## Question

The cluster anion Sn₅⁻ has an odd number of electrons and can take several shapes. Two of them are compared here; they come from a short search, which may have missed more stable ones. In the first, three triangles of tin atoms share edges and fold out of a common plane, so that each atom touches at least two others. The second is a flat rhombus with a fifth atom hanging from one corner by a single contact.

Isomers of Sn₅⁻ (charge −1 e, spin multiplicity 2), calculated with Ansatz 0.2.0 and tblite 0.8.0 at the levels listed. Energies are electronic, second isomer minus first, at fixed PBE-D4/def2-SVPD geometries. The xTB rows use an electronic temperature of 300 K and no spin polarisation term.

| result level | result isomer energy (kJ/mol) |
| --- | --- |
| GFN1-xTB | 109.90 |
| GFN2-xTB | 134.20 |
| HF/STO-3G | 28.60 |
| HF/def2-TZVPD | -8.80 |
| PBE-D4/def2-TZVPD | 61.30 |
| BLYP-D4/def2-TZVPD | 57.70 |
| r2SCAN-D4/def2-TZVPD | 47.70 |
| PBE0-D4/def2-TZVPD | 60.00 |
| BHLYP-D4/def2-TZVPD | 59.30 |
| RPA-PBE/def2-TZVPD | 59.70 |
| MP2/def2-TZVPD | 40.40 |

The column "result isomer energy" gives the energy of the second isomer minus that of the first, called the gap below. A positive gap means that the first isomer is the more stable. Both structures were relaxed with PBE-D4 and then kept fixed, so every level judges the same two shapes.

The levels differ in how they treat exchange and correlation. PBE, BLYP and r2SCAN use no exact exchange, PBE0 uses a quarter and BHLYP a half. Hartree–Fock (HF), MP2 and RPA use it in full, and of these three only HF has no correlation energy.

**(a)** How does the gap depend on the share of exact exchange in the two pairs PBE/PBE0 and BLYP/BHLYP?

**(b)** Extend this dependence to full exact exchange. Which of the levels HF, MP2 and RPA, in the def2-TZVPD basis, break the pattern, and by how much?

**(c)** Does the negative gap of HF in the def2-TZVPD basis come from its exchange or from its lack of correlation? Give a physical reason for the direction.

**(d)** HF in the small STO-3G basis gives a gap of the same sign as the density functionals. Is it therefore the better calculation?

**(e)** Which other levels stand apart, and how far can their deviations be explained?

## Model answer

### (a) A gap that hardly notices exact exchange

A hybrid functional replaces a share *a* of its approximate exchange energy by exact exchange. If the electron densities change little on the way, the energy of each isomer changes in proportion to *a*, and so does the difference between the two:

gap(*a*) = *g*₀ + *s* · *a*

Here *g*₀ is the gap without exact exchange and *s* is the change on going to full exact exchange.

The two pairs show that *s* is small. From PBE to PBE0 the gap falls by 1.3 kJ/mol, and from BLYP to BHLYP it rises by 1.6 kJ/mol. The two changes have opposite signs and are smaller than the difference between PBE and BLYP themselves. The four functionals thus form a plateau near 60 kJ/mol.

There is a simple reason why such a plateau can exist. The two isomers contain the same atoms and carry the same charge and spin. Most of the exchange energy belongs to the inner and valence shells of the single atoms, and an error made there appears in both isomers and drops out of the difference. Only the part that depends on the bonding pattern survives, and for these two shapes that part is evidently treated much alike by approximate and exact exchange.

### (b) The end of the line

A least-squares line through the four functionals of part (a) has *g*₀ = 59.6 kJ/mol and *s* = −0.2 kJ/mol, with a standard error of about 4 kJ/mol on *s*. For full exact exchange, *a* = 1, it gives

gap(1) = 59.6 − 0.2 = 59.4 kJ/mol

This is an extrapolation from *a* = 0.5 to *a* = 1, and it is uncertain by several kJ/mol. HF, MP2 and RPA took no part in the fit, so they can be held against it.

RPA, at 59.7 kJ/mol, lies on the line. MP2 falls 19 kJ/mol below it. HF gives −8.8 kJ/mol, which is 68 kJ/mol below the line, and it is the only level in the table that puts the second isomer lower. The break of HF is many times larger than the scatter of the plateau and changes the chemical answer, not only its size.

### (c) Missing correlation reverses the order

If full exact exchange were the cause, RPA and MP2 should share the reversal, because they contain it too. Neither does. Correlation could in principle hide a fault of the exchange in both, but the flat line of part (a) speaks against such a fault. What RPA and MP2 have and HF lacks is correlation, the energy that electrons gain by avoiding one another instead of responding only to each other's average charge.

MP2 gives the cleaner comparison of the two, since it starts from the HF orbitals and adds a correlation energy to them. This one step moves the gap by 49 kJ/mol towards the first isomer, about 70 % of the way from HF to the plateau. RPA covers the whole distance, but it uses PBE orbitals, so two things change at once between HF and RPA. Taken together, the two levels point to missing correlation as the main cause of the break.

The direction can be argued from the way in which HF describes a bond. Electrons shared in a bond move back and forth between its atoms, so the number of electrons on each atom fluctuates. Real electrons coordinate these moves and so keep an atom from becoming too crowded, while HF lets the crowding happen too often. It therefore charges too high a price for shared electrons, and the price tends to grow with the number of contacts through which an atom shares them.

Within 3.3 Å the first isomer has seven contacts and the second has six, and only the second has an atom with a single contact. If the long contacts share electrons too, HF would penalise the first isomer more, and correlation would return more energy to it.

The count is weak support, however. Each isomer has five contacts shorter than 3 Å, and the lead of the first rests on two long ones of 3.2 to 3.3 Å, against one of 3.1 Å in the second. That correlation favours the first isomer can be read from the table; that the number of contacts is the reason remains a suggestion, since no row separates the contributions of single bonds.

The size of the effect is less surprising than the change of sign. A shift of 68 kJ/mol is about 0.7 eV, while the correlation energy of one electron pair is very roughly 1 eV. The cluster has about ten valence pairs. A modest imbalance in how well these pairs are correlated in the two shapes is enough to overturn a gap of this size.

### (d) A better sign for a poor reason

HF/STO-3G gives 28.6 kJ/mol, which is closer to the plateau than the HF value in the large basis. It has no more correlation than the latter, so the cause named in part (c) is still at work. Passing to the better basis moves the gap by 37 kJ/mol away from the plateau. The small basis thus covers part of the fault with an error of its own.

That error has more than one source. STO-3G offers the electrons very little freedom to adapt to the molecule, and its highest occupied orbital lies above zero, so the extra electron is not properly bound at the orbital level. The calculation also treats every electron of tin explicitly, whereas the larger basis replaces the inner shells by a potential that includes relativistic effects. The change between the two rows is therefore a change of the whole description, and its agreement in sign with the functionals earns no credit.

### (e) Breaks that can be sized but not yet explained

The two tight-binding methods err in the other direction. GFN1-xTB lies about 50 kJ/mol above the plateau and GFN2-xTB about 75 kJ/mol. They choose the same isomer as the functionals but exaggerate its advantage, to about twice the plateau value. Their parameters may reward the long contacts in the first isomer too strongly; this is a guess. Both methods were also run without a term for spin polarisation, which can matter in an anion with an unpaired electron.

The fixed structures add a further uncertainty to these two rows. With GFN1-xTB, the typical force on an atom is about 0.8 eV/Å in the first isomer and 0.6 eV/Å in the second, so neither shape is near a minimum of that method. Relaxation would lower both energies, and forces of similar size do not tell which would fall further. The xTB gaps are therefore judgements on PBE-D4 structures and not the gaps between the methods' own minima.

Among the density functionals, r2SCAN stands apart with a gap 12 kJ/mol below the plateau. It uses no exact exchange, like PBE and BLYP, so the line of part (a) has nothing to say about its deviation. What distinguishes it is that it also responds to the kinetic energy density of the electrons, which helps it to tell different kinds of bonding apart. Whether this makes it more accurate here, or less, is undecided.

## Remarks on the reasoning

**The choice of comparison matters.** A tempting answer to part (c) places PBE, PBE0, BHLYP and HF in a row and blames the growing share of exact exchange for the reversal. The row contains a hidden step, because correlation disappears between BHLYP and HF. The gap barely moves while exact exchange rises from nothing to a half, and then it collapses when correlation is removed as well. A good answer notices that two ingredients change in the last step and looks for levels that separate them.

**Spin deserves a second look.** An unrestricted HF calculation can keep electrons apart by placing opposite spins on different atoms, at the price of no longer describing a pure doublet. A pure doublet has ⟨S²⟩ = 0.75, but HF/STO-3G gives about two and a half times that value for the first isomer and about three times for the second. Neither is a clean doublet, and the contamination is unequal. For HF in the def2-TZVPD basis the value is not given, and the solution found there may not be the lowest of its spin for both isomers. Part of the reversal could therefore come from the spin states found, and the size of the HF break should be read with this reserve.

**The same flaw may affect MP2.** Its correlation energy is built on the HF orbitals, and a reference of mixed spin is known to spoil such a correction. It usually leaves the MP2 energy too high. To explain the 19 kJ/mol by which MP2 falls short of the plateau, the first isomer would have to suffer more from this, yet in STO-3G the second is the more contaminated. The spin values in the larger basis would be needed to settle the point. The shortfall could also come from stopping at second order. In addition, MP2 and RPA both correlate outer-core electrons of tin in a basis that lacks functions made for this, which adds an error of unknown size to their gaps.

**Agreement is not accuracy.** RPA meets the fitted line to within 1 kJ/mol, which is closer than the four fitted functionals agree among themselves, and so partly luck. RPA also takes its orbitals from PBE and is not an independent witness. The plateau shows that several approximations share one view of these two structures. It does not fix the true gap, to which spin–orbit coupling, absent from every row, would also contribute.

The question left open is whether the gap lies nearer to the 60 kJ/mol of the plateau or to the 48 kJ/mol of r2SCAN. A hybrid built on r2SCAN would show whether that functional, too, is indifferent to exact exchange. To decide between the two values would take a higher-level correlation treatment that starts from a clean doublet.
